## Anharmonicity of the heavy dimers

The anharmonic constant $\omega_e x_e$ measures how fast the vibrational levels of a molecule close up. With $v$ the number of vibrational quanta, the levels are

$$G(v)=\omega_e\left(v+\tfrac12\right)-\omega_e x_e\left(v+\tfrac12\right)^2 ,$$

so that each gap is smaller than the one below it by $2\omega_e x_e$. Here the energy was computed with the PBE0 functional at a row of bond lengths. A polynomial was fitted around the minimum, and its derivatives and the atomic masses gave the constants.

Two rough sizes are worth keeping. The constant falls about tenfold from Al2 to Tl2 or Pb2, from somewhat above 1 cm⁻¹ to somewhat above 0.1 cm⁻¹. In all five dimers it is eight to ten times the rotational constant $B_e$.

PySCF 2.14.0, unrestricted PBE0/def2-SVP with fixed occupations and no spin-orbit coupling, for triplet homonuclear dimers of groups 13 and 14; ECP means scalar-relativistic core potentials. Constants come from Dunham fits to the bond curves for the main isotopes; D_e is relative to high-spin ground-configuration atoms, without counterpoise correction.

```
molecule  Z of the varied atom  valence electrons        relativity    unpaired  r_e (Å)  ω_e (cm⁻¹)  ω_e x_e (cm⁻¹)  B_e (cm⁻¹)  α_e (cm⁻¹)  D_e (eV)  ω_e²/(4 ω_e x_e) (eV)
     Al2                    13                  6  non-relativistic  sigma1 pi1    2.728         276            1.59      0.1679     0.00129      1.51                   1.49
     In2                    49                  6               ECP  sigma1 pi1    3.053         114           0.271     0.03148    0.000115      1.26                   1.50
     Sn2                    50                  8               ECP         pi2    2.761         196           0.296     0.03688    8.48e-05      2.37                   4.03
     Tl2                    81                  6               ECP  sigma1 pi1    3.140          81           0.149     0.01668    4.88e-05      1.17                   1.38
     Pb2                    82                  8               ECP         pi2    2.891         141           0.165     0.01939    3.45e-05      2.14                   3.72
```

### Three explanations of the fall

The tempting explanation is that heavy atoms form more harmonic bonds. The levels seem to say so: $x_e$, the anharmonic constant divided by the vibrational wavenumber $\omega_e$, falls from 0.58% in Al2 to 0.18% in Tl2 and 0.12% in Pb2. The ladders of the heavy dimers are indeed more even. It does not follow that their bond curves are closer to parabolas, because the levels depend on the masses as well as on the curve.

A second explanation looks to the depth of the well. In a deep well the lowest levels lie far from the dissociation limit and should feel little of the flattening there. For a Morse curve this idea becomes $\omega_e x_e=\omega_e^2/(4D)$, where $D$ is the depth. It can be tried with the computed dissociation energy $D_e$ in the place of $D$.

The third explanation is that the curves are much alike in shape, and that heavier atoms on longer bonds explore less of that shape. Depth and stiffness then matter little by themselves. The table can separate these views because it holds pairs of dimers with nearly equal masses and very different bonds.

### Equal masses, different bonds

In2 and Sn2 are such a pair. In2 has one σ and one π electron in its bond, with parallel spins. Sn2 has a filled σ orbital and two parallel π electrons, so its bond order is two instead of one. Its force constant, obtained from $\omega_e$ and the mass, is 3.1 times that of In2, and its $D_e$ is 1.9 times as large.

The anharmonic constant hardly notices: it is only 9% larger in Sn2. Tl2 and Pb2 repeat the pattern, with a threefold gain in stiffness and an 11% larger $\omega_e x_e$. A deeper and much stiffer well thus does not bring a smaller anharmonic constant in either pair. What Sn2 does have is a smaller $x_e$, since nearly the same $\omega_e x_e$ is divided by a larger $\omega_e$.

### Why stiffness cancels and mass does not

Suppose that a bond curve is multiplied by a constant factor, which makes it deeper and stiffer at once. The departure from a parabola grows by the same factor at every displacement. But the atoms are now held more tightly and swing less far from $r_e$, the equilibrium bond length. In $\omega_e x_e$ the two changes cancel.

The cancellation can be followed in a few steps. The mean square displacement in the lowest level goes as $1/\sqrt{k\mu}$, where $k$ is the force constant and $\mu$ the reduced mass, half the atomic mass in these dimers. The quartic term of the curve has a strength proportional to $k$ and acts on the fourth power of the displacement, which goes as $1/(k\mu)$. The product is proportional to $1/\mu$, and $k$ has dropped out. The cubic term, which enters in second order of perturbation theory, leads to the same dependence.

A larger mass also shrinks the swing, but it leaves the curve as it was, so nothing makes up for the loss. The atoms stay closer to the bottom, where any smooth curve resembles a parabola. The heavy dimer looks harmonic because it samples less of the curve.

### A model for mass and length

The Morse curve, $V=D\left[1-e^{-a(r-r_e)}\right]^2$, turns this argument into a formula. The parameter $a$ says how quickly the curve bends away from a parabola as the bond is stretched. The known levels of this curve and the definition of the rotational constant give

$$\omega_e x_e=\frac{\hbar a^2}{4\pi c\mu},\qquad B_e=\frac{\hbar}{4\pi c\mu r_e^2},\qquad \frac{\omega_e x_e}{B_e}=(a r_e)^2 .$$

The last ratio contains no mass. It compares the curves after each has been measured in units of its own bond length. If all the curves had one common shape in these units, $\omega_e x_e$ would simply follow $B_e$.

The ratio is 9.5 in Al2 and lies between 8.0 and 8.9 in the four heavier dimers. It thus varies by less than a fifth while $\omega_e x_e$ itself varies tenfold. This tells against the tempting explanation: most of the fall disappears once mass and length have been taken out.

Pb2 serves as a worked estimate. Al2 sets the ratio, $1.59/0.1679=9.47$, and multiplication by the $B_e$ of Pb2 gives $9.47\times0.01939=0.184$ cm⁻¹. The computed constant is 0.165 cm⁻¹, so the estimate is 11% too high. Pb2 had no part in setting the ratio, and no constant was fitted.

### How much belongs to the mass

From Al2 to Tl2 the anharmonic constant falls by a factor of 10.7. The larger mass accounts for 7.6 of this and the square of the longer bond for another 1.3, which leaves only 6% for a change of shape. The factors multiply to the total by construction. The finding is that the last one is close to one. Tl2 is the best case; in the other three heavy dimers this factor is 1.10 to 1.18.

Within the heavy rows the mass does nearly all the work. From In2 to Tl2 it grows by a factor of 1.78, and $\omega_e x_e$ falls by 1.82. From Sn2 to Pb2 the two factors are 1.74 and 1.79. The remaining differences are too small, for constants good to two or three figures, to deserve a cause.

That one fixed curve gives $\omega_e x_e\propto1/\mu$ follows from the equation of motion of the nuclei and is built into the calculation. The numbers therefore do not test this law. They test whether different elements have similar curves near the minimum, and by this one measure they do to within about a fifth.

The role of the bond length is less certain than that of the mass. In In2, Tl2 and Pb2 it clearly improves on an estimate from the mass alone. Sn2 is the exception: its bond is almost as short as that of Al2, so length can explain little, and the estimate stays 18% too high. Al2 was also treated without relativity and with all its electrons, while the heavier atoms have core potentials. Part of the remaining difference in shape may come from this change of treatment, which is a guess.

### Where the well-depth explanation fails

With the computed $D_e$ as the depth, the Morse formula overestimates $\omega_e x_e$ by about 70% in Sn2 and 75% in Pb2. In In2 and Tl2 it is 17 to 18% too high, and only in Al2 does it come within 2%. From In2 to Sn2 it predicts a rise by a factor of 1.57, where the calculation gives 1.09. The formula fails just where the bond changes most.

The fault does not lie mainly in the Morse shape near the minimum. A separate test is $\alpha_e$, the loss of rotational constant per vibrational quantum, which for a Morse curve obeys the Pekeris relation

$$\alpha_e=\frac{6\left(\sqrt{\omega_e x_e B_e^3}-B_e^2\right)}{\omega_e}.$$

It gives the computed $\alpha_e$ to about 1% in Al2 and falls 10 to 16% short in the four heavier dimers. This is a fair description of the bottom of the well, though not an exact one.

The trouble lies at the far end of the curve, and Pb2 shows it directly. At 4.49 Å, the longest bond computed for this dimer, its energy is 2.43 eV above the minimum. The separated atoms lie only 2.14 eV above it. The Morse curve built from the constants at the minimum gives 2.38 eV at this distance and so follows the computed curve well, but that curve is not on its way to the atoms from which $D_e$ was taken.

The reason is standard for a single determinant. An electron in a bonding orbital spread evenly over both atoms is found on either atom with equal chance. When there are two such electrons, both are on the same atom part of the time, even at a long distance, and this ionic share costs energy. It arises for the σ pair of Pb2, whose total spin stays close to that of a pure triplet along the whole curve, as expected if the pair has not separated onto the two atoms. It also arises for two parallel electrons in different orbitals, so the group 13 dimers are not free of it. In Tl2 the computed bond order (the Mayer index) stays close to one out to the longest bond, whereas for separating atoms it should fall towards zero.

The last column of the table should be read in this light. For Sn2 it gives 4.03 eV against a $D_e$ of 2.37 eV, and the same ionic share is the likely reason, although the curve of Sn2 was not followed far enough to show it. The agreement in Al2, 1.49 against 1.51 eV, does not make the column a dissociation energy. At its last point the curve of Al2 already runs 0.1 eV above its own Morse curve.

Nor is $D_e$ itself the real bond energy of the heaviest dimers. Spin–orbit coupling, which the calculation leaves out, lowers the separated atoms of thallium and lead more than it lowers their molecules. The true bonds are therefore considerably weaker than the table says. The coupling can also change the curves near the minimum, so the vibrational constants of the heavy dimers are likewise those of the calculation and not of nature. The failure of the depth formula is thus a result about these computed curves and energies, and does not prove that depth is irrelevant in nature.

### Estimating a similar dimer

For a dimer of this kind, the rotational constant is the better starting point. Multiplying $B_e$ by the ratio found in Al2 overestimates the computed $\omega_e x_e$ by 6 to 18% in the four heavier dimers. A change of mass or bond length enters through $B_e$, whereas a stiffer bond of the same length and mass should leave the anharmonic constant itself nearly unchanged. An even ladder of levels is then no evidence of a harmonic bond until mass and stiffness have been taken into account.
